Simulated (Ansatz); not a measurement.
Ligand exchange: C2H7N + GaH2(OH) → C2H6O + GaH2(NH2)

Species: C2H7N (ethanamine) `CCN`, singlet; GaH2(OH), singlet; C2H6O (ethanol) `CCO`, singlet; GaH2(NH2), singlet. The partners trade NH2 for OH: C–NH2 and Ga–OH bonds give way to C–OH and Ga–NH2.

Shapes, held fixed at every level: PBE0-D4/def2-TZVP. Flexible molecules stand in one conformer, not always the lowest. Programs: Ansatz 0.2.0. The zero-point and thermal change to 298 K, harmonic and unscaled (PBE0-D4/def2-TZVP), is -1.2 kJ/mol.

```csv
level,kind,ΔH(298 K) (kJ/mol),less CCSD(T)/def2-TZVPP
HF/def2-SVP,Hartree–Fock,+21.0,-3.5
HF/def2-TZVPP,Hartree–Fock,+23.1,-1.4
BHLYP-D4/def2-TZVPP,global hybrid,+22.5,-2.0
PBE0-D4/def2-TZVPP,global hybrid,+22.9,-1.6
MP2/def2-SVP,perturbation theory,+28.0,+3.5
MP2/def2-TZVPP,perturbation theory,+27.3,+2.8
CCSD(T)/def2-SVP,coupled cluster or CI,+24.8,+0.3
CCSD(T)/def2-TZVPP,coupled cluster or CI,+24.5,0.0
```

The highest level, CCSD(T)/def2-TZVPP, gives ΔH(298 K) = +24.5 kJ/mol; the levels span +21.0 to +28.0. The column of differences is taken from that level and isn't an error. No measured value is set beside it here. Relativity is left out for Ga unless named. Correlated rows may include outer-core shells of Ga, which these sets cover unevenly.

The exchange is endothermic at every level, so gallium holds on to hydroxide and carbon to the amino group, with CCSD(T)/def2-TZVPP placing the cost at +24.5 kJ/mol. The preference is electronic, since the zero-point and thermal change is only -1.2 kJ/mol. Gallium is much more electropositive than carbon, so it gains more from the polar bond to oxygen than carbon does. Nitrogen is the better π donor into the empty gallium p orbital, which probably offsets part of this advantage without reversing it.

Hartree–Fock already recovers most of the value because the number and broad type of bonds are conserved; MP2 overshoots the correlation contribution. The near-identical CCSD(T) results in the two basis sets partly reflect cancellation, as the larger set raises the Hartree–Fock value but shrinks the correlation contribution. The result describes isolated monomers, and doesn't carry over directly to condensed phases, where gallium amides and hydroxides tend to associate through bridging ligands.
